## Results and discussion

The row at axial ratio 0.96 looks wrong. The crystal has been visibly squashed, yet its energy is only 0.1 meV/atom above that of the starting cell, whereas a similar change the other way, to 1.05, costs 8.8 meV/atom. The row is sound. What misleads is the zero of the scale, because the starting cell isn't at the bottom of the well.

Phosphorus (R-3m, 2-atom primitive cell; hexagonal a = 3.451, c = 9.389 Å) strained along c at fixed volume and fractional coordinates, from a cell not relaxed at this level. Ansatz 0.2.0, PBEsol, PAW, scalar-relativistic, no spin polarisation, 650 eV cutoff, 18×18×18 k mesh, 0.15 eV Gaussian smearing. Energies are free energies relative to ratio 1; pressure is positive in compression.

```tsv
axial ratio (over its starting value)	energy change (meV/atom)	pressure (GPa)
0.8	131.1	-7.08
0.85	65.5	-5.61
0.92	11.7	-3.67
0.96	0.1	-2.64
1	0.0	-1.73
1.05	8.8	-0.66
1.1	23.1	0.30
1.2	66.7	1.52
1.3	138.8	2.27
```

Two magnitudes are worth keeping. Changing the shape of this crystal by 20 to 30 % at fixed volume costs about 0.1 eV per atom, while its P–P bonds change in length by only about 4 % over the whole scan. With the fractional coordinates fixed, the atoms can't choose how to give way: the imposed strain falls mainly on the bond angles and the spacing of the layers.

### Where the well lies

Let $x$ be the axial ratio, $E$ the energy change per atom and $V$ the volume per atom. At fixed volume, lengths along the axis grow as $x^{2/3}$ and those across it shrink as $x^{-1/3}$. The work done against the stresses $\sigma_\perp$ (across) and $\sigma_\parallel$ (along), both positive in compression, is then

$$\frac{dE}{d\ln x}=\tfrac{2}{3}\,V\,(\sigma_\perp-\sigma_\parallel).$$

The energy is level only where the two stresses are equal.

In the starting cell the same calculation gives $\sigma_\perp=-1.26$ and $\sigma_\parallel=-2.69$ GPa. With $V=16.14$ Å³ the slope is $\tfrac{2}{3}\times16.14\times1.43=15.4$ GPa Å³, or 0.096 eV per unit of $\ln x$. It is positive, so the energy still falls when the crystal is squashed a little.

At 0.96 the slope has the opposite sign, and interpolation puts the minimum near 0.98, about 0.8 meV/atom below the starting cell. Rows 0.96 and 1 therefore sit on opposite sides of the bottom at nearly equal height. Which is lower can't be said: the free energy favours 1 and the energy extrapolated to zero smearing favours 0.96, each by little more than 0.1 meV/atom. Since the starting cell was not relaxed at this level of theory, nothing obliged the minimum to fall at 1. The minimum found here belongs to atoms held at fixed fractional coordinates. They are under force in the starting cell, so relaxing them could move it. The PAW datasets were made for PBE, not PBEsol, and their effect on its place wasn't tested.

This estimate used no fit. Summing the work along the path recovers the energies of both end rows to within 3 %. That shows stresses and energies to be consistent, but it doesn't explain why the stresses have these values.

### Why the cubic cell shape leaves no mark

Near $x=0.90$ the lattice, taken without its atoms, becomes face-centred cubic. In a truly cubic crystal the stress is the same in every direction, so the slope above would have to vanish and the curve would show a maximum, a minimum or a level stretch. Here the interpolated slope is steep, about −0.56 eV per unit of $\ln x$.

The atoms are the reason. Each phosphorus has three bonds within a buckled layer, and the height of the buckling is 0.12 of the cell length $c$, where simple cubic packing needs one sixth and the diamond structure one twelfth. The scan keeps that fraction fixed between the two, so the lattice becomes cubic but the crystal doesn't. Symmetry then demands no second extremum, and the rows show a single well.

### Why the walls differ

How a distance responds to this strain depends only on its direction. For a contact of length $d$ at an angle $\varphi$ to the axis,

$$\frac{d\ln d}{d\ln x}=\cos^2\varphi-\tfrac{1}{3}.$$

Steep contacts lengthen when the crystal is drawn out, flat ones shorten, and those with $\cos^2\varphi=\tfrac13$ momentarily keep their length. With this rule a reader can sort the contacts of any crystal strained in this way before calculating an energy.

In the starting cell $\cos^2\varphi$ is about one quarter for the bonds, so they respond weakly and shorten as $x$ grows. It is about one half for the closest contacts between layers, which lengthen. Neighbours within a layer that aren't bonded to each other lie flat, and they approach fastest.

Squashing therefore does three things at once: it stretches the bonds, opens the bond angles from 98° to 104° at the far end, and pushes the layers together. Drawing the crystal out closes the angles, but it also shortens bonds that are already somewhat longer than an ordinary P–P single bond (roughly 2.2 Å, a recalled value). That relief should offset part of the cost. The geometry is certain; that it governs the energies is an argument from ordinary bonding, which the calculation doesn't isolate.

The energies agree with it in direction. Averaged from the minimum to the end of each wall, the stiffness against $\ln x$ is 6.2 eV/atom on the squashed side and 3.6 on the drawn-out side. The similar energies of the two end rows hide this, because 1.3 lies further from the minimum than 0.8 does.

The stresses point to a second reason. From 0.92 to 1 the stress along the axis falls by 3.1 GPa, but from 1 to 1.1 by only 0.8 GPa. Such a levelling is expected when layers are drawn apart and the attraction between them fades. With contacts of only 2.8 to 2.9 Å, part of that attraction is expected to be weak bonding between the layers. Long-range dispersion, which would add to it, is missing from PBEsol.

The relief of the bonds has a natural end. Near $x=1.24$ the three bonds of each atom stand at right angles, like the edges at the corner of a cube, and are at their shortest. Beyond that they lengthen again, while the angles close below 90° and neighbours within a layer are pressed to 3.16 Å.

The last step, from 1.2 to 1.3, is indeed about twice as stiff as the one before it. Crowding within the layers is unlikely to be the main cause, because neighbours that lie flat push only across the axis. Most of the steepening is along it, where the pull grows by 4.5 GPa in this step and by only 1.5 GPa in the one before. The fixed fractional positions are a likelier reason. They make the buckling grow with the cell even when the angles are already tight, and the force on each atom, nearly zero at 1.1, reaches 1.1 eV/Å at 1.3. Relaxed atoms would lower that wall by an amount not calculated here, so the curve shouldn't be used for a relaxed elastic constant.

The opposite end has its own irregularity. Between 0.8 and 0.85 the crystal is softer than in the next step towards the minimum. Most of this softening is in the stress along the axis, which builds up more slowly there. A weakening of the stretched bonds wouldn't explain that part, because a weaker pull from them would let the compression along the axis build up faster. The cause remains open.

### What the pressure adds

The pressure rises in every row, from −7.1 to 2.3 GPa. Uniform compression leaves all angles unchanged, so in a picture of springs only the distances contribute to it. In that picture stretched bonds pull the crystal inwards and favour a negative pressure; as they shorten, the pull eases. This gives the right direction on the squashed side but, as the test below shows, not the right size. The rise slows beyond 1.1, where the bonds have almost stopped shortening.

For practical use, the row at 1.1 needs care. Its pressure of 0.3 GPa suggests a crystal nearly free of stress, but the value is an average over directions. The cell is compressed by 2.2 GPa across the axis and pulled by 3.5 GPa along it. A pressure near zero doesn't mark the preferred shape; at this volume and with these fixed coordinates, equal stresses do.

### How far a spring model goes

Two simple models were fitted to the energies of all nine rows. A symmetric harmonic well in $\ln x$ misses them by 5.4 meV/atom (root mean square). A model with one spring for bond stretching and a quadratic function of the cosine of the bond angle misses by 2.0 meV/atom, with one more fitted coefficient. The spring's rest length was not fitted but set at the recalled 2.2 Å. Its largest miss is at 1.2, just before the wall steepens.

The better fit doesn't establish how the energy divides between stretching and bending. Its angle term falls steadily as the angles open, so the fit charges the whole squashed wall to the bonds. The pressures, which took no part in the fit, provide a test. From the starting cell to 0.8 the fitted bond spring predicts a fall of 15 GPa, while the calculation gives about 5 GPa. The assumed rest length may share the blame. The model has no term for layers pushing against each other, and that push would act in the right direction, but its size is unknown.

The fitted spring constants are therefore not properties of the P–P bond. The directions in which the distances and angles change stand on geometry alone; how much each contributes to the walls remains open. The printed analysis below gives the geometry, slopes and misses row by row.

Printed output of the fit:

```
fit of energy_change on 9 rows: constant -0.1674 +/- 3.1, coefficient of lnx -51.69 +/- 15, coefficient of lnx**2 2276 +/- 98; rms 5.38, worst 0.92 8.26, leave-one-out rms 10.4
fit of energy_change on 9 rows: constant 25.18 +/- 5.8, coefficient of stretch 14290 +/- 1198, coefficient of cosang 1225 +/- 43, coefficient of cosang**2 737.8 +/- 543; rms 2.02, worst 1.2 3.76, leave-one-out rms 5.72
Geometry, slope and misses:
   row  bond A  layer contact A  in-layer A  angle deg  dE/dln(ratio) meV  stiffness since last row eV  harmonic miss meV  stretch-bend miss meV  pressure less row 1 GPa  same from stretch part GPa
   0.8   2.359             2.75       3.717        104              -1196                          n/a             -6.427                 0.4133                    -5.35                      -15.22
  0.85   2.337            2.762       3.643      102.4             -934.9                        4.298              2.836                  -1.77                    -3.88                      -10.09
  0.92   2.313            2.785       3.548      100.2             -413.4                         6.59              8.263                  1.958                    -1.94                      -4.515
  0.96   2.302            2.801       3.498       98.9             -127.8                        6.711              5.635                   1.89                    -0.91                      -2.035
   1.0   2.293            2.819       3.451      97.62              96.38                        5.492            -0.1674                -0.5841                        0                           0
  1.05   2.284            2.844       3.395      96.02              254.6                        3.244             -6.073                 -2.649                     1.07                       1.988
   1.1   2.278            2.871       3.343      94.42              381.2                         2.72             -7.523                 -1.672                     2.03                       3.426
   1.2   2.271            2.931       3.248      91.28              660.2                        3.207            -0.6504                  3.763                     3.25                       4.893
   1.3   2.272            2.996       3.162      88.21               1184                        6.542              4.107                 -1.349                        4                        4.78
Axial ratio where the energy slope vanishes: 0.9828
Energy there less that of the starting row, meV/atom: -0.8359
Axial ratio at which the cell shape is cubic: 0.9003
Energy slope at the cubic cell shape, meV/atom per unit ln(ratio): -560
Layer buckling height over c (simple cubic needs 0.1667): 0.1209
Axial ratio at which the bond is shortest and the angle 90 degrees: 1.241
Energy change from 0.8 to 1 by integrating stress, meV/atom: -130.1
Energy change from 1 to 1.3 by integrating stress, meV/atom: 142.5
Mean stiffness from the minimum to 0.8, eV/atom: 6.23
Mean stiffness from the minimum to 1.3, eV/atom: 3.57
```
